# Work of adhesion, Young–Dupré equation and work of separation

## 1. Premises and conventions

- **P1.** Interfaces are flat, of area $A$, between macroscopic phases. Edge terms are dropped unless stated.
- **P2.** The system exchanges heat with a bath at $T$, volume with a bath at $p$, and mobile species $i$ with reservoirs at $\mu_i$.
- **P3.** The solid is hydrostatically stressed at $p$, and its strain is held fixed, so surface stress does no work. Its own atoms are counted at the bulk chemical potential.
- **P4.** The solid is smooth, chemically uniform, and insoluble in the liquid.

$W>0$ is work done on the system, per unit area, in mJ/m² (equal to mN/m). $\theta$ is taken through the liquid. Subscripts: $s$ solid, $l$ liquid, $v$ vapour, $s0$ solid in vacuum.

## 2. The potential that bounds the work

Let $\mathcal W$ be the work done by an external agent. The first law, with $Q$ the heat drawn from the baths, is
$$\Delta U = Q+\mathcal W-p\,\Delta V+\sum_i\mu_i\Delta N_i .$$
The baths change their entropy by $-Q/T$, so the second law reads $\Delta S-Q/T\ge0$. Eliminating $Q$:
$$\mathcal W\ \ge\ \Delta\Phi,\qquad \Phi\equiv U-TS-\sum_i\mu_iN_i+pV=\Omega+pV, \tag{1}$$
with equality for a reversible path.

A uniform bulk phase in equilibrium with the baths obeys the Euler relation $U=TS-pV+\sum_i\mu_iN_i$, so its $\Phi$ is zero. All of $\Phi$ comes from the interfaces, and this defines the interfacial free energies:
$$\Phi=\sum_k\gamma_kA_k. \tag{2}$$
Only totals ($U,S,N_i,V$) enter, so $\gamma$ of a flat interface does not depend on the position of a dividing surface. For a conserved species such as the carbon of graphite, $\mu_iN_i$ is a constant and drops out of $\Delta\Phi$.

**Lemma (constraints raise $\gamma$).** $\Omega=-k_BT\ln\Xi$ with $\Xi=\sum_{\rm states}e^{-(E-\sum_i\mu_iN_i)/k_BT}$, the sum running over states compatible with the two bulk phases far from the interface. A constraint keeps a subset of these positive terms, so $\Xi'\le\Xi$ and $\Omega'\ge\Omega$ at the same $T,V,\mu_i$. If the bulk phases are unchanged, $pV$ is the same, and (2) gives
$$\gamma'\ge\gamma. \tag{3}$$

## 3. Dupré work of adhesion

Initial state: phases 1 and 2 joined, $\Phi_{\rm i}=\gamma_{12}A$. Final state: 1 and 2 far apart, the gap filled with the ambient medium, both new surfaces equilibrated with the reservoirs. The medium in the gap is bulk and adds nothing to $\Phi$: the work $p\,\Delta V$ of pushing back the pressure bath is cancelled by the pressure in the gap. Hence $\Phi_{\rm f}=(\gamma_1+\gamma_2)A$, and (1) on a reversible path gives the relation of Dupré (1869):
$$W_{\rm ad}=\gamma_1+\gamma_2-\gamma_{12}. \tag{4}$$
Here $\gamma_1$ and $\gamma_2$ belong to the surfaces *in the ambient medium at the same $\mu_i$* as $\gamma_{12}$.

- Identical phases in perfect registry have $\gamma_{12}=0$, which gives the work of cohesion $W_{\rm c}=2\gamma_1$.
- If the gap $D$ is controlled and $\phi(D)=\Phi/A$, the pull per area is $\sigma=d\phi/dD$, and $W_{\rm ad}=\int\sigma\,dD$ from contact to infinity. This requires equilibration at every $D$.
- The separated state, seen as a 1|2 interface forced to hold a thick film of medium, is a constrained state with $\gamma_{12}'=\gamma_1+\gamma_2$. By (3), $W_{\rm ad}\ge0$.

For a liquid on a solid in the saturated vapour,
$$W_{\rm ad}=\gamma_{sv}+\gamma_{lv}-\gamma_{sl}. \tag{5}$$
Only $\gamma_{lv}$ is directly accessible. The contact angle supplies the difference $\Delta\equiv\gamma_{sv}-\gamma_{sl}$.

## 4. Young's equation

Compare drop shapes at fixed liquid volume $V$. The bulk terms are then equal, and the shape-dependent free energy is
$$E=\gamma_{lv}A_{lv}-\Delta\,A_{sl},$$
since each wetted area replaces $sv$ by $sl$.

**Without gravity.** For a given circular base and volume, the least $A_{lv}$ is a spherical cap. With radius $R$, base radius $a=R\sin\theta$ and height $h=R(1-\cos\theta)$:
$$A_{lv}=\pi(a^2+h^2),\quad A_{sl}=\pi a^2,\quad V=\frac{\pi h}{6}(3a^2+h^2),$$
$$\frac ha=\tan\frac\theta2,\qquad \cos\theta=\frac{a^2-h^2}{a^2+h^2}.$$
Fixed volume means $dV=\pi ah\,da+\tfrac{\pi}{2}(a^2+h^2)\,dh=0$, so $dh/da=-2ah/(a^2+h^2)$. Then
$$\frac{dE}{da}=2\pi\gamma_{lv}\Big(a+h\frac{dh}{da}\Big)-2\pi a\Delta=2\pi a\Big[\gamma_{lv}\Big(1-\frac{2h^2}{a^2+h^2}\Big)-\Delta\Big]=2\pi a\,[\gamma_{lv}\cos\theta-\Delta].$$
Setting this to zero gives Young's equation (1805):
$$\gamma_{sv}-\gamma_{sl}=\gamma_{lv}\cos\theta. \tag{6}$$
As $a$ grows at fixed $V$, $h/a$ falls and $\cos\theta$ rises, so $dE/da$ goes from negative to positive. The root is a minimum.

**With gravity.** Take a straight contact line at $x_c$, a profile $z(x)$ for $x<x_c$ with $z(x_c)=0$, and $\theta<90^\circ$. Per unit length $E=\int^{x_c}L\,dx$, where
$$L=\gamma_{lv}\sqrt{1+z'^2}-\Delta+\tfrac12\rho gz^2-\lambda z,$$
$\rho$ is the liquid–vapour density difference and $\lambda$ fixes the volume. Moving the end point gives the boundary term $L\,\delta x_c+(\partial L/\partial z')\,\delta z(x_c)$. The end stays on the solid, so $\delta z(x_c)=-z'\delta x_c$, and stationarity requires $L-z'\partial L/\partial z'=0$ at $z=0$. The terms in $g$ and $\lambda$ vanish there, leaving $\gamma_{lv}/\sqrt{1+z'^2}=\Delta$. With $|z'|=\tan\theta$ this is (6). Gravity alters the shape, not the angle.

**Line tension.** An excess $\tau$ per length of contact line adds $2\pi a\tau$ to $E$ and $2\pi\tau$ to $dE/da$ (constant $\tau$):
$$\gamma_{lv}\cos\theta=\Delta-\tau/a. \tag{7}$$

## 5. Young–Dupré equation

Insert (6) in (5):
$$\boxed{W_{\rm ad}=\gamma_{lv}(1+\cos\theta)} \tag{8}$$
The solid left behind carries whatever film is in equilibrium with the saturated vapour, because that is the surface outside an equilibrated drop.

The spreading coefficient is $S\equiv\gamma_{sv}-\gamma_{sl}-\gamma_{lv}=W_{\rm ad}-2\gamma_{lv}=\gamma_{lv}(\cos\theta-1)$. At coexistence bulk liquid costs no $\Phi$, so a thick liquid film is a constrained $sv$ state with $\gamma'_{sv}=\gamma_{sl}+\gamma_{lv}$. By (3), $S\le0$. With $W_{\rm ad}\ge0$,
$$0\le W_{\rm ad}\le2\gamma_{lv},$$
so (6) always has a root in full equilibrium. At complete wetting the equilibrium $sv$ interface *is* the thick film, $S=0$ and $W_{\rm ad}=2\gamma_{lv}$. The parting then runs through the liquid, and (8) says nothing about the solid.

## 6. Spreading pressure and the bare solid

**Gibbs adsorption equation.** Take solid plus vapour at fixed $T,V,A$ and strain. From the definition of $\Xi$, $d\Omega=-\sum_iN_i\,d\mu_i$. From (2), $d\Omega=-V\,dp+A\,d\gamma$. Each bulk phase $\alpha$ obeys $dp=\sum_i n_i^\alpha d\mu_i$ (Gibbs–Duhem, $n$ the number density). Split $V=V^s+V^v$ by a dividing plane and subtract:
$$d\gamma=-\sum_i\Gamma_i\,d\mu_i,\qquad \Gamma_i=\frac{N_i-n_i^sV^s-n_i^vV^v}{A}.$$
Place the plane so that $\Gamma=0$ for the atoms of the solid. For one adsorbate, $d\gamma=-\Gamma\,d\mu$. An ideal vapour has $d\mu=k_BT\,d\ln p$. Integrate from vacuum to the saturation pressure $p_0$:
$$\pi_e\equiv\gamma_{s0}-\gamma_{sv}=\int_{-\infty}^{\mu_0}\Gamma\,d\mu=k_BT\int_0^{p_0}\Gamma(p)\,\frac{dp}{p}. \tag{9}$$
The integral converges at $p=0$ because $\Gamma\propto p$ there. $\pi_e$ is positive for $\Gamma>0$. The zone of width $\delta$ from which molecules are excluded next to the plane contributes $\Gamma=-p\,\delta/k_BT$, hence $-p_0\delta$ to $\pi_e$.

Replace $\gamma_{sv}$ by $\gamma_{s0}=\gamma_{sv}+\pi_e$ in (5):
$$W_{\rm bare}=\gamma_{s0}+\gamma_{lv}-\gamma_{sl}=\gamma_{lv}(1+\cos\theta)+\pi_e. \tag{10}$$
$\theta$ is still the equilibrium angle on the vapour-equilibrated solid. The bare surface is not an equilibrium state at $\mu_0$, so (10) is not a Dupré work at fixed chemical potentials. Section 7 identifies it as a work of separation.

## 7. Work of separation

Define the process, following the usage of Finnis (1996): part the interface along a chosen plane, reversibly with respect to local atomic relaxation, but with diffusion, segregation and adsorption blocked. Equation (1) holds for any process, and with equality if the path is reversible within the constraint. The final surfaces are constrained states with $\gamma_1',\gamma_2'$ evaluated at the reservoir $\mu_i$. The choice of these $\mu_i$ does not affect the work spent on blocked species, whose $N_i$ do not change. Starting from the equilibrium interface,
$$W_{\rm sep}=\gamma_1'+\gamma_2'-\gamma_{12}.$$
Subtract (4) and apply (3) to each surface:
$$\boxed{W_{\rm sep}-W_{\rm ad}=(\gamma_1'-\gamma_1)+(\gamma_2'-\gamma_2)\ \ge0} \tag{11}$$
The difference is the free energy dissipated when the constraint is lifted after parting.

**Condition.** Both processes must start from the same equilibrated interface. For an unequilibrated start with $\gamma_{12}'\ge\gamma_{12}$, such as an ideal abrupt interface in an atomistic model, the right side of (11) gains $-(\gamma_{12}'-\gamma_{12})$ and has no fixed sign. $W_{\rm sep}$ also depends on the parting plane, while $W_{\rm ad}$ does not.

**Explicit form, one blocked species.** Let $f(\Gamma)$ be the surface free energy per area at fixed coverage, and $\mu_s(\Gamma)=df/d\Gamma$. Then $\gamma'(\Gamma)=f(\Gamma)-\mu\Gamma$. Its minimum lies at $\mu_s(\Gamma_e)=\mu$ and equals $\gamma$. For a frozen coverage $\Gamma'$,
$$\gamma'-\gamma=\int_{\Gamma_e}^{\Gamma'}[\mu_s(\Gamma)-\mu]\,d\Gamma. \tag{12}$$
For a stable layer $\mu_s$ rises with $\Gamma$, so the integrand has the sign of $\Gamma'-\Gamma_e$ and the integral is non-negative. A segregant is shared out as $\Gamma_1'+\Gamma_2'=\Gamma_{12}$.

Set $\Gamma'=0$ and integrate by parts:
$$\gamma'-\gamma=\int_0^{\Gamma_e}(\mu-\mu_s)\,d\Gamma=\big[(\mu-\mu_s)\Gamma\big]_0^{\Gamma_e}+\int_{-\infty}^{\mu}\Gamma\,d\mu_s .$$
The bracket vanishes at the upper limit because $\mu_s=\mu$, and at the lower limit because $\mu_s\sim k_BT\ln\Gamma$ and $\Gamma\ln\Gamma\to0$. What remains is (9). For a cut between the solid and the first liquid layer,
$$W_{\rm sep}=\gamma_{lv}(1+\cos\theta)+\pi_e+(\gamma_l'-\gamma_{lv}). \tag{13}$$
If the liquid surface relaxes fully during parting, the last term is zero and $W_{\rm sep}=W_{\rm bare}$.

**Langmuir layer.** With site density $\Gamma_m$, $x=\Gamma/\Gamma_m$ and a site free energy $-\varepsilon_s$:
$$f=f_0-\varepsilon_s\Gamma_mx+k_BT\Gamma_m[x\ln x+(1-x)\ln(1-x)],\qquad \mu_s=-\varepsilon_s+k_BT\ln\frac{x}{1-x}.$$
Let $x$ be the equilibrium coverage and $x'$ the frozen one. In $f(x')-f(x)-\mu\Gamma_m(x'-x)$ the $\varepsilon_s$ terms cancel, and $x\ln x+(1-x)\ln(1-x)+(x'-x)\ln\frac{x}{1-x}=x'\ln x+(1-x')\ln(1-x)$. So
$$\gamma'-\gamma=k_BT\Gamma_m\Big[x'\ln\frac{x'}{x}+(1-x')\ln\frac{1-x'}{1-x}\Big]. \tag{14}$$
From $\ln u\le u-1$, the negative of the bracket is at most $(x-x')+(x'-x)=0$, which confirms the sign. At $x'=0$, (14) gives $-k_BT\Gamma_m\ln(1-x)=k_BT\Gamma_m\ln(1+Kp_0)$ for $x=Kp_0/(1+Kp_0)$. Inserting $\Gamma=\Gamma_mKp/(1+Kp)$ in (9) gives the same.

**Irreversible parting.** Viscous or plastic dissipation makes (1) a strict inequality. For the same constraint, cut and starting state the actual work obeys $G\ge W_{\rm sep}\ge W_{\rm ad}$.

## 8. Range of validity

Sizes are for water at 298.15 K ($k_BT=25.69$ meV) with typical inputs $\gamma_{lv}\approx72.0$ mJ/m², $\rho\approx997$ kg/m³, $p_0\approx3.17$ kPa, molar mass 18.015 g/mol, $g=9.81$ m/s². The number density is $n_l=33.3$ nm⁻³. An angle of $65^\circ$ is used where one is needed.

1. **Equilibrium angle.** Pinning at steps and patches splits $\theta$ into advancing and receding values, and (8) applies to neither. Roughness and heterogeneity break P4.
2. **Drop size.** By (7), using the apparent angle in (8) shifts $W_{\rm ad}$ by $-\tau/a$. An assumed $|\tau|=10^{-10}$ N gives $10^{-4}$ mJ/m² at $a=1$ mm and 10 mJ/m² at $a=10$ nm. Nanodroplets need extrapolation in $1/a$.
3. **Curvature shift of $\mu$.** The Laplace pressure $2\gamma_{lv}/R$ raises $\mu$ by $2\gamma_{lv}/(n_lR)$, which is $1.0\times10^{-6}\,k_BT$ at $R=1$ mm.
4. **Gravity.** The cap shape needs $a$ well below $\sqrt{\gamma_{lv}/\rho g}=2.7$ mm. Equations (6) and (8) do not.
5. **Rigidity.** The contact line pulls the solid outward with $\gamma_{lv}\sin\theta=65$ mN/m, and the displacement scale is this force over a modulus. With $C_{13}=0$, a pressure $p$ gives strains $-p/(C_{11}+C_{12})$ along each in-plane axis and $-p/C_{33}$ along $c$, so $1/B=2/(C_{11}+C_{12})+1/C_{33}$. The compiled values $C_{11}=1109$, $C_{12}=139$, $C_{13}=0$ GPa (Savini 2010) and $B=33.8$ GPa (Ouyang 2019) give $C_{33}\approx36$ GPa and a scale of 0.018 Å. The softer interlayer shear constant, typically about 5 GPa for AB-stacked crystals, gives 0.13 Å. Both lie far below the layer spacing $c/2=3.354$ Å ($c=6.7076$ Å, Lebedeva 2016). Suspended thin flakes bend, and surface stress then enters the balance.
6. **Dividing plane.** The plane with $\Gamma_{\rm C}=0$ lies $c/4=1.677$ Å outside the top carbon layer. An exclusion width as large as $\delta=0.3$ nm gives only $p_0\delta=0.001$ mJ/m².
7. **Chemistry.** Dissolution, reaction or a second adsorbate changes all three $\gamma$. Equation (8) then refers to the surface that is actually present.

## 9. Illustration: water on basal-plane graphite

**Angles.** These are inputs chosen to represent typical behaviour: about $65^\circ$ on freshly cleaved graphite, and about $90^\circ$ after exposure to air, when hydrocarbons have adsorbed. Two wafer surfaces are set beside them: hydrogen-terminated Si at about $80^\circ$, and clean hydroxylated SiO₂, treated as completely wet.

| surface (model) | $\theta$ | $W_{\rm ad}$ (mJ/m²) | $S$ (mJ/m²) |
|---|---|---|---|
| graphite, fresh | 65° | 102 | −42 |
| graphite, air-aged | 90° | 72 | −72 |
| H-terminated Si | 80° | 85 | −59 |
| hydroxylated SiO₂ | 0° | 144 | 0 |

For the first row, $W_{\rm ad}=72.0\,(1+0.4226)=102.4$ mJ/m². The slope $|dW_{\rm ad}/d\theta|=\gamma_{lv}\sin\theta$ is 1.14 mJ/m² per degree, and $\theta$ from $70^\circ$ to $60^\circ$ spans 97 to 108 mJ/m². The third figure is not significant. The drop of 30 mJ/m² on ageing is the change of $\gamma_{sv}-\gamma_{sl}$ caused by the overlayer, not a property of carbon.

**Atomic scale.** The hexagonal cell has area $\tfrac{\sqrt3}{2}a_0^2$ and two atoms per layer. With the compiled $a_0=2.461$ Å (Wikipedia) the area per carbon atom is 2.623 Å², so 102.4 mJ/m² is 17 meV per surface atom. This is 0.2 % of the compiled cohesive energy, 7.374 eV/atom (Shin 2014), in line with treating the carbon lattice as inert.

**Spreading pressure.** One close-packed water layer holds about $n_l^{2/3}=10.4$ nm⁻². By (9), a full layer present over one $e$-fold of pressure contributes $k_BT\,n_l^{2/3}=43$ mJ/m². $\pi_e$ is negligible only for coverages far below a monolayer. On hydroxylated SiO₂, where a multilayer film grows towards $p_0$, $\pi_e$ is of this scale or above, and the entry 144 is the cohesion of water alone.

For the ideal basal plane take independent molecules in a square well of depth $\varepsilon$ and width $w$. The density in the well is $n_ve^{\varepsilon/k_BT}$ with $n_v=p/k_BT$, so
$$\Gamma=\frac{p\,\ell}{k_BT},\qquad \ell=w\,(e^{\varepsilon/k_BT}-1),\qquad \pi_e=p_0\,\ell,$$
the last from (9). Take $\varepsilon\approx0.10$ eV, typical of one water molecule on a graphitic sheet, and an assumed $w=1$ Å. Then $e^{\varepsilon/k_BT}=49.0$, $\ell=4.8$ nm, $\Gamma(p_0)=0.0037$ nm⁻² (a fraction $3.6\times10^{-4}$ of a layer) and $\pi_e=0.015$ mJ/m². A depth of 0.15 eV gives 0.11 mJ/m². Air at 1 atm, if assigned the same $\ell=4.8$ nm, would contribute 0.49 mJ/m², more than the water itself. All of these are well below the spread caused by $\theta$.

**Result of the model.** With a relaxed water surface, (13) gives $W_{\rm sep}=W_{\rm ad}+\pi_e\approx1.0\times10^2$ mJ/m² for fresh graphite: the two works coincide to the figures supported. $W_{\rm ad}$ merely restates the chosen angle and is no prediction. The well model omits water–water attraction, step edges and oxidised sites, all of which raise $\Gamma$. Spreading pressures of water on real graphitised carbons are typically some 5 to 20 mJ/m², so the model's $\pi_e$ is low by two to three orders of magnitude for such samples. Taken as inputs in (10), those two values would give $W_{\rm bare}=107$ and 122 mJ/m² for the same angle.